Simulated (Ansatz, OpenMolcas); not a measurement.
**Computed against measured: atomisation enthalpy at 298 K**

8 molecules with halogens; the atomisation enthalpy at 298 K in kJ/mol, computed less measured. Shapes, held fixed at every level: PBE0-D4/def2-TZVP. Thermal terms are harmonic and unscaled (PBE0-D4/def2-TZVP); the spin-orbit lowering of the free atoms is taken from their spectra. Programs: Ansatz 0.2.0, OpenMolcas 26.06. Measured values: Active Thermochemical Tables, CRC Handbook of Chemistry and Physics, NIST-JANAF tables.

Levels: A = HF/STO-3G; B = M06-L/cc-pVDZ; C = TPSS/cc-pVDZ; D = MP2/def2-TZVPP.

```json
{"molecule": "AsF3 (arsenic trifluoride)", "from tabulated heats": "1326", "A": "-903", "B": "-44", "C": "-26", "D": "+41"}
{"molecule": "CBr2F2 (dibromodifluoromethane)", "from tabulated heats": "1484", "A": "-565", "B": "-57", "C": "-9", "D": "+42"}
{"molecule": "CBrCl2F (SMILES FC(Cl)(Cl)Br)", "from tabulated heats": "1391", "A": "-541", "B": "-40", "C": "-36", "D": "+30"}
{"molecule": "C2F3N (cyanotrifluoromethane)", "from tabulated heats": "2640", "A": "-1236", "B": "-47", "C": "-17", "D": "+66"}
{"molecule": "C2H3F3 (1,1,1-trifluoroethane)", "from tabulated heats": "3070", "A": "-741", "B": "-53", "C": "-10", "D": "+26"}
{"molecule": "C2H4Cl2 (1,1-dichloroethane)", "from tabulated heats": "2676", "A": "-309", "B": "-27", "C": "-34", "D": "-15"}
{"molecule": "Si(CH3)Cl3 (methyltrichlorosilane)", "from tabulated heats": "2714", "A": "+54", "B": "-7", "C": "-68", "D": "+36"}
{"molecule": "C3H7F (2-fluoropropane)", "from tabulated heats": "4049", "A": "-347", "B": "-50", "C": "-13", "D": "-30"}
```

**Question.** Sum up the errors.

**Answer.** 
```csv
level,kind,mean error,mean absolute error,worst case
HF/STO-3G,Hartree–Fock,-573.5,587.0,C2F3N
M06-L/cc-pVDZ,meta-GGA,-40.6,40.6,CBr2F2
TPSS/cc-pVDZ,meta-GGA,-26.6,26.6,Si(CH3)Cl3
MP2/def2-TZVPP,perturbation theory,+24.5,35.8,C2F3N
```

On this set TPSS/cc-pVDZ has the smallest mean absolute error and HF/STO-3G the largest. HF/STO-3G is too low in 7 of 8; M06-L/cc-pVDZ is too low in 8 of 8; TPSS/cc-pVDZ is too low in 8 of 8; MP2/def2-TZVPP is too high in 6 of 8. The heats of C2F3N, C2H3F3 come from older tables and can be uncertain by 10 kJ/mol or more. The molecules' own spin-orbit binding is left out, so errors for heavy halides read too negative. Heats of the atoms come from ATcT where it has them. The levels differ in basis as well as in method. With so many references in doubt the order of the levels isn't settled. The tabulated values of AsF3, Si(CH3)Cl3, C3H7F are in doubt (older tables, estimates, or at odds with other calculations) and kept here. Over the 5 molecules whose values aren't doubted the mean absolute errors are A 678.4; B 44.8; C 21.2; D 35.8. A functional in a double-zeta set wins here by errors that cancel. Hartree–Fock lacks correlation and underbinds. Correlated wave functions converge slowly with the basis. Relativity is left out for As, Br. Outer-core shells of As, Br are correlated, in sets that cover them unevenly. The set is small.

The Hartree-Fock deficit is far larger than the doubts about the references and reaches -1236 kJ/mol in C2F3N. Pairing electrons in bonds adds correlation energy that this level omits, most of all in a triple bond, while a minimal basis has little freedom to describe polarised C-F bonds and compact fluorine lone pairs. Si(CH3)Cl3 breaks the pattern of underbinding, probably through uneven basis errors in atoms and molecule.

MP2 errs the other way for the four fluorinated molecules with undoubted values, again most in C2F3N, which suggests that second-order theory exaggerates the correlation of π bonds and neighbouring lone pairs. Since a larger basis normally increases correlated binding, it would probably worsen this excess.

Among the undoubted values, TPSS underbinds the two chlorine-containing molecules more than the others. M06-L in the same basis shows the reverse, so basis incompleteness alone can't explain the contrast. These errors don't carry over directly to reactions that conserve bond types, where much of them would cancel.
